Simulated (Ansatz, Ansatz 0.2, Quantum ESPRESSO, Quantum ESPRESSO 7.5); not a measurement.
# Work function of Nb(311): modest numerical settings suffice, but PBE stays far below the tabulated value

## Experiment

The quantity is the work function of the clean (311) face of niobium, the energy needed to take an electron from the Fermi level to the vacuum just outside that face. The value used here, 4.29 eV, is tabulated in "Anisotropic work function of elemental crystals" (2019, arXiv:1902.07811), which took it from earlier experiments. Neither the method nor the temperature is given with the value. This matters for an open, stepped face of a reactive metal: adsorbed oxygen, facets or patches of other orientation can shift a measured work function, and different techniques weight such patches differently. I therefore take the number as a useful reference for an ideal face, with the state of the real surface left open.

| compared with | measured | method |
| --- | --- | --- |
| work function of the clean Nb(311) face (eV) | 4.29 | compiled from earlier experiments; the method is not given with the … |

Conditions are those given with the value in the passage it was taken from; "not stated" means there, and the paper may say more elsewhere. The values are a selection: others may have been left out beforehand as unlike or outlying.

## Plan

The aim is to find the lightest settings that hold the PBE work function of Nb(311), and to see what each saving is worth in time. PBE is a sensible level for a simple transition metal: it is cheap, and its work functions are usually within a few tenths of an eV of experiment.

The target is agreement with the measured value within 0.2 eV. That is about the usual error of a semilocal functional and still small enough to tell strongly different faces of one metal apart. For the numerical settings I ask for more, a change of at most 0.05 eV per setting, so that numerical errors stay well below the target. Thermal motion should shift the work function by no more than some hundredths of an eV up to room temperature, and I leave it out.

The model is a symmetric slab with the ideal termination at $a = 3.30$ Å. I start from a bulk-cut slab of 24 layers and vary one setting at a time: thickness first, then the in-plane mesh and the cutoff. Relaxation, a change of potentials and another functional come last, to set the numerical error against the larger choices.

System: clean Nb(311) surface; bcc Nb, a = 3.30 A (handbook value rounded to two decimals); symmetric slab of 24 layers, 16 A of vacuum.

## 1. Slab thickness

The (311) planes of a bcc crystal lie only about half an ångström apart, so 24 layers make a slab little more than 11 Å thick, and 12 layers barely half of that. A layer count that would be generous for a close-packed face may be meagre here. I run the bulk-cut slab with 12, 24 and 36 layers, all else equal. I expect the thinnest to be off by up to a tenth of an eV through the interaction of its two faces and the discrete levels across the film, and the two thicker ones to agree within the tolerance.

**Run 1.** Ansatz 0.2: PBE, bulk-cut slab, with 12 layers (base case: bulk-cut slab at the handbook lattice constant; 24 layers, 16 A vacuum, 8x8 mesh, default cutoff, MP smearing 0.1 eV).

Key lines of the input:
```
crystal:
  lattice:
    - [4.6669047558, 0.0, 0.0]
    - [-2.3334523779, 7.7391860037, 0.0]
    - [0.0, 0.0, 21.4724309041]
  atoms:
    - { symbol: Nb, position: [0.9090909091, 0.8181818182, 0.3725707646] }
    - { symbol: Nb, position: [0.0909090909, 0.1818181818, 0.3957397165] }
    # ... 6 more lines ...
    - { symbol: Nb, position: [0.3636363636, 0.7272727273, 0.5579223797] }
    - { symbol: Nb, position: [0.5454545455, 0.0909090909, 0.5810913316] }
    - { symbol: Nb, position: [0.7272727273, 0.4545454545, 0.6042602835] }
    - { symbol: Nb, position: [0.9090909091, 0.8181818182, 0.6274292354] }
hamiltonian:
  xc: pbe
kpoints:
  mp_grid: { grid: [8, 8, 1] }
scf:
  occupations: { method: methfessel_paxton, width: 0.1 }
  convergence: { dr2_threshold: 1.0e-09 }
efield:
  axis: 3
  dipole_correction: true
# cutoff taken by the program: 420 eV
```

Command:
```
ansatz run input.yaml --threads 4 --pin off --max-ram 24576MiB --backend cpu --events-out ev --progress --plain --runs-dir out
```

Selected lines of the output:
```
Dipole field:    D = 0.000000 V/Å  (p = 0.000002 e·Å, saw-weighted, corrected)
Work function:   Φ+ = 3.4983 eV   Φ− = 3.4983 eV
```

Converged; 66 s on 4 cores of Arm Neoverse V2, shared host. Warnings: xc_potential_rough_in_thin_density (in short: The exchange-correlation potential varies sharply where the density is thin, so no vacuum level should be read from v_tot or v_xc; the notice says which field, if any, gives one).

**Run 2.** Ansatz 0.2: PBE, bulk-cut slab at the handbook lattice constant; 24 layers, 16 A vacuum, 8x8 mesh, default cutoff, MP smearing 0.1 eV.

Key lines of the input:
```
crystal:
  lattice:
    - [4.6669047558, 0.0, 0.0]
    - [-2.3334523779, 7.7391860037, 0.0]
    - [0.0, 0.0, 27.4423555267]
  atoms:
    - { symbol: Nb, position: [0.8181818182, 0.6363636364, 0.2915201646] }
    - { symbol: Nb, position: [0.0, 0.0, 0.3096488459] }
    # ... 18 more lines ...
    - { symbol: Nb, position: [0.4545454545, 0.9090909091, 0.6540937914] }
    - { symbol: Nb, position: [0.6363636364, 0.2727272727, 0.6722224727] }
    - { symbol: Nb, position: [0.8181818182, 0.6363636364, 0.6903511541] }
    - { symbol: Nb, position: [0.0, 0.0, 0.7084798354] }
hamiltonian:
  xc: pbe
kpoints:
  mp_grid: { grid: [8, 8, 1] }
scf:
  occupations: { method: methfessel_paxton, width: 0.1 }
  convergence: { dr2_threshold: 1.0e-09 }
efield:
  axis: 3
  dipole_correction: true
# cutoff taken by the program: 420 eV
```

Selected lines of the output:
```
Dipole field:    D = 0.000000 V/Å  (p = 0.000001 e·Å, saw-weighted, corrected)
Work function:   Φ+ = 3.4542 eV   Φ− = 3.4542 eV
```

Converged; 3.7 min, same machine. Warnings: xc_potential_rough_in_thin_density.

**Run 3.** Ansatz 0.2: PBE, bulk-cut slab, with 36 layers (base case: bulk-cut slab at the handbook lattice constant; 24 layers, 16 A vacuum, 8x8 mesh, default cutoff, MP smearing 0.1 eV).

Key lines of the input:
```
crystal:
  lattice:
    - [4.6669047558, 0.0, 0.0]
    - [-2.3334523779, 7.7391860037, 0.0]
    - [0.0, 0.0, 33.4122801494]
  atoms:
    - { symbol: Nb, position: [0.7272727273, 0.4545454545, 0.239432926] }
    - { symbol: Nb, position: [0.9090909091, 0.8181818182, 0.2543224731] }
    # ... 30 more lines ...
    - { symbol: Nb, position: [0.5454545455, 0.0909090909, 0.7158984328] }
    - { symbol: Nb, position: [0.7272727273, 0.4545454545, 0.7307879798] }
    - { symbol: Nb, position: [0.9090909091, 0.8181818182, 0.7456775269] }
    - { symbol: Nb, position: [0.0909090909, 0.1818181818, 0.760567074] }
hamiltonian:
  xc: pbe
kpoints:
  mp_grid: { grid: [8, 8, 1] }
scf:
  occupations: { method: methfessel_paxton, width: 0.1 }
  convergence: { dr2_threshold: 1.0e-09 }
efield:
  axis: 3
  dipole_correction: true
# cutoff taken by the program: 420 eV
```

Command:
```
ansatz run input.yaml --threads 8 --pin off --max-ram 24576MiB --backend cpu --events-out ev --progress --plain --runs-dir out
```

Selected lines of the output:
```
Dipole field:    D = 0.000000 V/Å  (p = 0.000000 e·Å, saw-weighted, corrected)
Work function:   Φ+ = 3.4779 eV   Φ− = 3.4779 eV
```

Converged; 5.5 min on 8 cores of Arm Neoverse V1, shared host. Warnings: xc_potential_rough_in_thin_density.

| quantity | run 1 | run 2 | run 3 | measured |
| --- | --- | --- | --- | --- |
| work function of the clean Nb(311) face (eV) | 3.498 | 3.454 | 3.478 | 4.29 |
| lattice constant a used for the slab (Å) | 3.300 | 3.300 | 3.300 |  |

The three thicknesses lie within 0.044 eV of one another, so even 12 layers hold the tolerance of 0.05 eV, though only narrowly against the 24-layer slab. I had allowed the thinnest film an error of up to a tenth of an eV. The values go down and then up again with thickness, which would fit a quantum-size oscillation, but three points don't establish one. On the same four cores, 12 layers take less than a third of the time of 24.

The larger finding is the distance from experiment: all three slabs lie about 0.8 eV below 4.29 eV, far outside the target and well beyond the usual error of PBE. Thickness doesn't explain it. The two faces of each slab give the same work function and the dipole is practically zero, as the symmetric model requires. The warning advises against taking a vacuum level from the total or exchange-correlation potential. I read none from those fields and use the work function that the program reports, but a value so far off needs a check from outside this program.

## 2. Denser mesh, relaxation and a second program

The miss changes the order of work: before I look for savings, I want to know whether the base value stands. A 16x16 mesh on the bulk-cut slab tests the sampling. Relaxing the outer layers tests the frozen geometry, and Quantum ESPRESSO with SSSP potentials on the relaxed slab then tests program and potentials together, with a somewhat different smearing.

I expect the mesh to matter by a few hundredths of an eV. On so open a face the first layer should move inwards, which ought to change the surface dipole and raise the work function by perhaps a tenth of an eV. Neither would close a gap of 0.8 eV. If the second program agrees with the first, the cause has to be sought in the functional, the ideal surface model or the measured value.

**Run 4.** Ansatz 0.2: PBE, bulk-cut slab, with 16x16 mesh (base case: bulk-cut slab at the handbook lattice constant; 24 layers, 16 A vacuum, 8x8 mesh, default cutoff, MP smearing 0.1 eV).

Key lines of the input, as changed from run 2:
```diff
  kpoints:
-   mp_grid: { grid: [8, 8, 1] }
+   mp_grid: { grid: [16, 16, 1] }
```

Selected lines of the output:
```
Work function:   Φ+ = 3.4566 eV   Φ− = 3.4566 eV
```

Converged; 8.3 min, same machine. Warnings: xc_potential_rough_in_thin_density.

**Run 5.** Ansatz 0.2: PBE, relaxed with the middle layers fixed at the handbook lattice constant; 24 layers, 16 A vacuum, 8x8 mesh, default cutoff, MP smearing 0.1 eV.

Key lines of the input, as changed from run 2:
```diff
+ relax:
+   f_tol: 0.01
+   max_steps: 40
+   constraints: [{ sites: [11, 12] }]
```

Selected lines of the output:
```
Work function:   Φ+ = 3.6209 eV   Φ− = 3.6210 eV
```

Converged; 25 min on 4 cores of Arm Neoverse V2, shared host. Warnings: xc_potential_rough_in_thin_density.

**Run 6.** Quantum ESPRESSO 7.5: PBE, SSSP efficiency pseudopotentials, on the PBE-relaxed geometry; 24 layers, 16 A vacuum, 8x8 mesh, cold smearing 0.02 Ry.

Key lines of the input:
```
&control
  calculation = 'scf'
/
&system
  ibrav = 0
  nat = 24
  ntyp = 1
  ecutwfc = 45
  ecutrho = 360
  occupations = 'smearing'
  smearing = 'mv'
  degauss = 0.02
/
&electrons
  conv_thr = 1e-07
  mixing_beta = 0.4
  electron_maxstep = 120
  mixing_mode = 'local-TF'
/
ATOMIC_SPECIES
  Nb  92.9064  Nb.pbe-spn-kjpaw_psl.0.3.0.UPF
CELL_PARAMETERS angstrom
  4.66690475580000 0.00000000000000 0.00000000000000
  -2.33345237790000 7.73918600370000 0.00000000000000
  0.00000000000000 0.00000000000000 27.44235552670000
ATOMIC_POSITIONS crystal
  Nb  0.809816245352 0.619632490705 0.301248092321
  Nb  -0.015462415526 -0.030924831051 0.312334436297
  ... 18 more lines ...
  Nb  0.460718187815 0.921436375629 0.654277246026
  Nb  0.650017157851 0.300034315701 0.668359741230
  Nb  0.833644209987 0.667288419975 0.687665568673
  Nb  0.008365475975 0.016730951951 0.698751916335
K_POINTS automatic
  8 8 1 0 0 0
```

Command:
```
OMP_NUM_THREADS=1 mpirun -n 8 pw.x -nk 4 -in calc.in > calc.out
```

Selected lines of the output and, marked #, of the analysis:
```
# read off the planar mean of calc.pot.dat: phi_plus = 3.6272 eV
```

Converged; 24 min on 8 cores of Arm Neoverse V2, shared host.

| quantity | run 4 | run 5 | run 6 | measured |
| --- | --- | --- | --- | --- |
| work function of the clean Nb(311) face (eV) | 3.457 | 3.621 | 3.627 | 4.29 |
| change of the first interlayer spacing from the bulk spacing (%) | – | −38.85 | – |  |
| change of the second interlayer spacing from the bulk spacing (%) | – | 6.49 | – |  |
| lattice constant a used for the slab (Å) | 3.300 | 3.300 | 3.300 |  |

The 16x16 mesh changes the work function of the bulk-cut slab by only 0.002 eV, less than I had allowed for, so 8x8 is ample.

Relaxation matters far more. The first interlayer spacing shrinks by 39 % and the second grows by 6 %. The first figure looks dramatic, but the bulk spacing is only about half an ångström, so the outermost layer moves towards the second by roughly 0.2 Å. This raises the work function by 0.167 eV, more than I had guessed and over three times my numerical tolerance. A bulk-cut slab can serve for testing settings, but not for the final value.

On the same relaxed geometry Quantum ESPRESSO gives 3.627 eV against 3.621 eV, with other potentials and another smearing. That makes an error of the first program or its potentials an unlikely cause of the miss. The relaxed PBE value still lies 0.67 eV below the measured one.

## 3. Cutoff, a coarser mesh, and LDA

A 600 eV cutoff on the bulk-cut slab tests the basis behind the PBE value. A 4x4 mesh, again on the bulk-cut slab, looks for a saving, since doubling the mesh to 16x16 had so little effect. I expect both to stay within 0.05 eV.

For the scale of the theory error I relax the slab with LDA at the same lattice constant. LDA work functions usually lie some 0.2 to 0.3 eV above those of PBE, which would narrow the gap without closing it. LDA prefers a smaller lattice constant than the one imposed, so the interior of that slab is under stress and its layer spacings need a little caution.

**Run 7.** Ansatz 0.2: PBE, bulk-cut slab, with 600 eV cutoff (base case: bulk-cut slab at the handbook lattice constant; 24 layers, 16 A vacuum, 8x8 mesh, default cutoff, MP smearing 0.1 eV).

Key lines of the input, as changed from run 2:
```diff
- # cutoff taken by the program: 420 eV
+ basis:
+   ecutwfc: "600 eV"
```

Selected lines of the output:
```
Work function:   Φ+ = 3.4541 eV   Φ− = 3.4541 eV
```

Converged; 4 min on 8 cores of Arm Neoverse V1, shared host. Warnings: xc_potential_rough_in_thin_density.

**Run 8.** Ansatz 0.2: PBE, bulk-cut slab, with 4x4 mesh (base case: bulk-cut slab at the handbook lattice constant; 24 layers, 16 A vacuum, 8x8 mesh, default cutoff, MP smearing 0.1 eV).

Key lines of the input, as changed from run 2:
```diff
  kpoints:
-   mp_grid: { grid: [8, 8, 1] }
+   mp_grid: { grid: [4, 4, 1] }
```

Selected lines of the output:
```
Work function:   Φ+ = 3.5014 eV   Φ− = 3.5014 eV
```

Converged; 66 s on 4 cores of Arm Neoverse V2, shared host. Warnings: xc_potential_rough_in_thin_density.

**Run 9.** Ansatz 0.2: LDA, relaxed with the middle layers fixed at the handbook lattice constant; 24 layers, 16 A vacuum, 8x8 mesh, default cutoff, MP smearing 0.1 eV.

Key lines of the input, as changed from run 5:
```diff
  hamiltonian:
-   xc: pbe
+   xc: lda
```

Selected lines of the output:
```
Work function:   Φ+ = 3.8954 eV   Φ− = 3.8954 eV
```

Converged; 27 min, same machine. Warnings: xc_potential_rough_in_thin_density.

Known limit of this kind of run: sound for the work function; the slab is held at the handbook lattice constant, and this functional's own constant was not determined.

| quantity | run 7 | run 8 | run 9 | measured |
| --- | --- | --- | --- | --- |
| work function of the clean Nb(311) face (eV) | 3.454 | 3.501 | 3.895 | 4.29 |
| change of the first interlayer spacing from the bulk spacing (%) | – | – | −34.27 |  |
| change of the second interlayer spacing from the bulk spacing (%) | – | – | 1.80 |  |
| lattice constant a used for the slab (Å) | 3.300 | 3.300 | 3.300 |  |

Raising the cutoff to 600 eV changes the work function by only 0.0001 eV, so the default of 420 eV is ample for the bulk-cut slab. The 4x4 mesh gives a value 0.047 eV above that of the 8x8 mesh. This is just inside the tolerance, and the run takes less than a third of the time on the same kind of processor. Since 12 layers had already used up most of the tolerance in the same direction, I wouldn't combine the two savings without a test of the pair.

LDA raises the work function of the relaxed slab by 0.274 eV, within the range I had expected, and still leaves it about 0.4 eV below the measured value. The first interlayer spacing contracts by 34 %, somewhat less than with PBE, and the second expands by only 2 %. Part of these differences may come from stress in the interior, because I held the slab at the handbook lattice constant; LDA's own is not shown in this report. The change of functional thus moves the work function several times more than any of the numerical settings tested, but it doesn't bring the result within the target.

## Summary of runs

| run | settings | work function of the clean Nb(311) face (eV) | deviation | cost |
| --- | --- | --- | --- | --- |
| 1 | Ansatz: PBE, bulk-cut slab | 3.498 | −0.792 | 4.4 core-min |
| 2 | Ansatz: PBE, bulk-cut slab at the handbook lattice constant, 24 layers, 16 A vacuum, 8x8 mesh, default cutoff, MP smearing 0.1 eV | 3.454 | −0.836 | 15 core-min |
| 3 | Ansatz: PBE, bulk-cut slab | 3.478 | −0.812 | 44 core-min |
| 4 | Ansatz: PBE, bulk-cut slab | 3.457 | −0.833 | 66 core-min |
| 5 | Ansatz: PBE, relaxed with the middle layers fixed at the handbook lattice constant, 24 layers, 16 A vacuum, 8x8 mesh, default cutoff, MP smearing 0.1 eV | 3.621 | −0.669 | 1.7 core-h |
| 6 | Quantum ESPRESSO: PBE, SSSP efficiency pseudopotentials, on the PBE-relaxed geometry, 24 layers, 16 A vacuum, 8x8 mesh, cold smearing 0.02 Ry | 3.627 | −0.663 | 3.3 core-h |
| 7 | Ansatz: PBE, bulk-cut slab | 3.454 | −0.836 | 32 core-min |
| 8 | Ansatz: PBE, bulk-cut slab | 3.501 | −0.789 | 4.4 core-min |
| 9 | Ansatz: LDA, relaxed with the middle layers fixed at the handbook lattice constant, 24 layers, 16 A vacuum, 8x8 mesh, default cutoff, MP smearing 0.1 eV | 3.895 | −0.395 | 1.8 core-h |
|  | measured | 4.29 |  |  |

Further runs on the same system, made beside this series (convergence steps with loose settings among them):

| further | settings | work function of the clean Nb(311) face (eV) | deviation | cost | status |
| --- | --- | --- | --- | --- | --- |
| F1 | Ansatz: HSE06, bulk-cut slab of 12 layers, 13 A vacuum, 6x6 mesh, Fermi-Dirac 0.1 eV | 3.411 | −0.879 | 3.3 core-h | warnings: filled_band_counts_differ_across_k_points (k-points fill unequal …; vacuum_density_over_bound (the vacuum at the dipole layer isn't empty …; xc_potential_rough_in_thin_density |
| F2 | Quantum ESPRESSO: vdW-DF-cx, GBRV ultrasoft pseudopotentials, on the PBE-relaxed geometry, 24 layers, 16 A vacuum, 8x8 mesh, cold smearing 0.02 Ry (files made for PBE) | 3.903 | −0.387 | 2.6 core-h |  |
| F3 | Ansatz: r2SCAN, single point on the PBE-relaxed geometry, 24 layers, 16 A vacuum, 8x8 mesh, default cutoff, MP smearing 0.1 eV | 3.595 | −0.695 | 28 core-min | warnings: xc_potential_rough_in_thin_density |
| F4 | Ansatz: PBEsol, bulk cell relaxed first, slab built at that lattice constant and its relaxed with the middle layers fixed, 24 layers, 16 A vacuum, 8x8 mesh, default cutoff, MP smearing 0.1 eV | 3.707 | −0.583 | 1.9 core-h | warnings: stress_scf_threshold_loose (a loose SCF threshold for stresses); xc_potential_rough_in_thin_density |
| F5 | Ansatz: PBEsol, single point on the PBE-relaxed geometry, 24 layers, 16 A vacuum, 8x8 mesh, default cutoff, MP smearing 0.1 eV | 3.704 | −0.586 | 15 core-min | warnings: xc_potential_rough_in_thin_density |
| F6 | Ansatz: RPBE, single point on the PBE-relaxed geometry, 24 layers, 16 A vacuum, 8x8 mesh, default cutoff, MP smearing 0.1 eV | 3.473 | −0.817 | 16 core-min | warnings: xc_potential_rough_in_thin_density |
| F7 | Ansatz: PBE, bulk cell relaxed first, slab built at that lattice constant and its relaxed with the middle layers fixed, 24 layers, 16 A vacuum, 8x8 mesh, default cutoff, MP smearing 0.1 eV | 3.619 | −0.671 | 1.6 core-h | warnings: stress_scf_threshold_loose (a loose SCF threshold for stresses); xc_potential_rough_in_thin_density |
| F8 | Ansatz: LDA, bulk-cut slab at the handbook lattice constant, 24 layers, 16 A vacuum, 8x8 mesh, default cutoff, MP smearing 0.1 eV | 3.731 | −0.559 | 15 core-min | warnings: xc_potential_rough_in_thin_density |
| F9 | Ansatz: LDA, bulk-cut slab at the handbook lattice constant, 12 layers, 4x4 mesh, 250 eV | 3.786 | −0.504 | under 1 core-min | warnings: cutoff_below_recommended (cutoff below the recommended one); xc_potential_rough_in_thin_density |
|  | measured | 4.29 |  |  |  |

## Verdict

The relaxed PBE slab misses the target clearly: it gives 3.62 eV against the measured 4.29 eV, 0.67 eV too low, at a cost of 1.7 core-hours.

The numerical settings tested don't explain this. On the bulk-cut slab, either 12 layers or a 4x4 mesh stays within 0.05 eV and costs 4.4 core-minutes instead of 15. Combining the two at a low cutoff shifts the LDA value of the bulk-cut slab from 3.731 to 3.786 eV, about 0.055 eV and so just over the tolerance. The 36-layer slab, the 16x16 mesh and the 600 eV cutoff confirmed the base settings but aren't needed again. Relaxation is needed, as it raises the PBE value by 0.17 eV.

Quantum ESPRESSO agrees with the relaxed value to 0.01 eV, and building the slab at PBE's own lattice constant changes almost nothing. The functional matters more: on relaxed slabs LDA lies 0.27 eV above PBE, and vdW-DF-cx, with potentials made for PBE, comes out about as high. Both still fall almost 0.4 eV short. RPBE and r2SCAN lie below PBE. HSE06 on a thin bulk-cut slab gives no sign of closing the gap either, though its warning about density in the vacuum calls for caution.

That every level errs low is no evidence against the reference, since the functionals may share an error and all the slabs share the ideal surface. Measured work functions of one face commonly scatter by 0.1 to 0.2 eV, sometimes by more. Adsorbed oxygen or patches of closer-packed faces could raise the measured value, but this is conjecture. These runs can't divide the gap between the functional and the real surface.

[Logs are printed without paths, hosts, clocks, repeated set-up lines and the standing remarks that a program may print on its own settings, such as how far it seeks lower states.]

[The runs shown are a pick from a larger set of finished runs; failed, doubtful and other runs were left out of it ahead of writing. So were measured values far from every level or from commonly accepted values, and agreement can look better than it is. Lines of input and output are excerpts and may be shortened.]
